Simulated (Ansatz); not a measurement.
## A substitution series on C: F to Br

On one C centre that keeps Cl, n of the F ligands are replaced by Br. The atomisation energy (no zero-point term) y in kJ/mol at CCSD(T)/def2-TZVPP. Shapes, held fixed at every level: PBE0-D4/def2-TZVP. Programs: Ansatz 0.2.0.

| molecule | n | y (kJ/mol) |
| --- | --- | --- |
| CClF3 | 0 | 1751 |
| CBrClF2 | 1 | 1519 |
| CBr2ClF | 2 | ? |
| CBr3Cl | 3 | 1108 |

Task: Fit y = c + s·n to the known rows and predict CBr2ClF.

Result: 
1. Means of the 3 rows: n = 1.33333, y = 1459.3.
2. Σ(Δn)² = 4.6667, Σ(Δn·Δy) = -994.33, so the slope is -994.33/4.6667 = -213.07.
3. Intercept: 1459.3 − (-213.07) × 1.33333 = 1743.4. The largest residual of the fit is 11.
4. CBr2ClF: 1743.4 + (-213.07) × 2 = 1317 kJ/mol.

The run gave 1304 kJ/mol, so the prediction is off by +13 kJ/mol, about the scatter of the fit. The step per swap changes from -232 to -196 kJ/mol along the series, so a line misses the bend: the ligands act on one another. The slope is only an average step. Other levels give for CBr2ClF: r2SCAN-D4/def2-TZVPP 1394; B3LYP-D4/def2-TZVPP 1335; wB97X-V/def2-TZVPP 1364 kJ/mol. Spin-orbit coupling of the free atoms (F 2, Br 15 kJ/mol each; the atoms kept shift only the intercept) is left out. Relativity is left out for Br unless named. Correlated rows may include outer-core shells of Br, which these sets cover unevenly.

Replacing F by Br weakens the binding at every step, because carbon's compact 2p orbital overlaps less well with the diffuse 4p orbital of Br, and the C–Br bond also loses most of the ionic stabilisation of C–F. The loss shrinks from -232 to -196 kJ/mol along the series, so the mixed molecules are bound less strongly than a straight line between the end members would give. This suggests that fluorines on the same carbon stabilise one another, probably through donation from F lone pairs into neighbouring C–F antibonding orbitals, so the first swap costs the most. Growing crowding among the Br atoms would by itself bend the curve the other way and so can't be the main cause. All three density functionals bind CBr2ClF more strongly than the coupled-cluster value of 1304 kJ/mol, perhaps partly because correlation energy converges slowly in a triple-zeta basis, so the gap is not a clean measure of functional error. Total atomisation energies don't show how much of each step comes from a change in the retained C–Cl bond.
